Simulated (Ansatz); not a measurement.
# Abstraction of H: how K changes with temperature for AlH(OH)2 + CHO2 ⇌ Al(OH)2 + CH2O2

Gas-phase species: AlH(OH)2, singlet; CHO2 `O=[C]O`, doublet; Al(OH)2, doublet; CH2O2 (formic acid) `O=CO`, singlet. A radical takes H: the energy is the difference in strength between the Al–H bond broken and the C–H bond made.

The electronic reaction energy at CCSD(T)/CBS estimate is -72.0 kJ/mol. Shapes: PBE0-D4/def2-TZVP. Flexible molecules stand in one conformer, not always the lowest. Programs: Ansatz 0.2.0. Enthalpy and entropy come from rigid-rotor, harmonic-oscillator sums on unscaled PBE0-D4/def2-TZVP wavenumbers, ideal gases at 1 bar. Symmetry numbers: AlH(OH)2 2, CHO2 1, Al(OH)2 1, CH2O2 1. R = 8.3145 J/(mol K).

| T (K) | ΔH (kJ/mol) | ΔS (J/(mol K)) |
| --- | --- | --- |
| 600 | -60.6 | -1.6 |
| 800 | -61.9 | -3.6 |
| 1000 | ? | ? |

Task: Work out ln K at 600 and 800 K, and from these estimate it at 1000 K.

Result: 
1. 600 K: ΔG = -60.6 − 600 × (-1.6)/1000 = -59.6 kJ/mol; ln K = −ΔG/RT = +11.95.
2. 800 K: ΔG = -61.9 − 800 × (-3.6)/1000 = -59.0 kJ/mol; ln K = −ΔG/RT = +8.87.
3. Slope against 1000/T: (+8.87 − (+11.95))/(1.2500 − 1.6667) = +7.39, that is −ΔH/R with ΔH near -61 kJ/mol.
4. 1000 K: ln K = +11.95 + (+7.39) × (1.0000 − 1.6667) = +7.02.

The full sums give ΔH = -63.1 kJ/mol, ΔS = -4.8 J/(mol K), ΔG = -58.3 kJ/mol and ln K = +7.01 at 1000 K, so the line is off by +0.01 in ln K; without rounding the miss is +0.04, from the change of ΔH with temperature. The products are favoured over this whole range. An error of 10 kJ/mol in the energy moves ln K by 1.2 at 1000 K. Soft modes are treated as harmonic, which can err either way at these temperatures; the lowest are those of AlH(OH)2 (249 cm⁻¹), Al(OH)2 (216 cm⁻¹). Other conformers aren't counted. Other reactions of these species are left aside. Open shells run unrestricted. The CBS estimate extrapolates MP2 from def2-TZVPP and def2-QZVPP and adds CCSD(T) − MP2 in the triple-zeta set, cores frozen.

The hydrogen transfer is driven by enthalpy. Carbon's compact valence orbitals overlap with hydrogen 1s better than the more diffuse 3s and 3p orbitals of aluminium, so the C–H bond formed is stronger than the Al–H bond broken. Part of the electronic gain is lost to zero-point energy, as hydrogen vibrates at higher wavenumbers on carbon than on aluminium.

Entropy matters little because two molecules give two molecules and one doublet replaces another. ΔG therefore hardly moves, and ln K falls from +11.95 at 600 K to +7.01 at 1000 K mainly because a nearly constant driving force is divided by a growing RT. The slow drift of ΔH to more negative values means that the products have the smaller heat capacity, probably because the stiffer C–H bending modes take up less heat than those of Al–H. This is also why the straight line slightly overestimates K at 1000 K. A large K says nothing about the barrier, so how fast the hydrogen is transferred remains open.
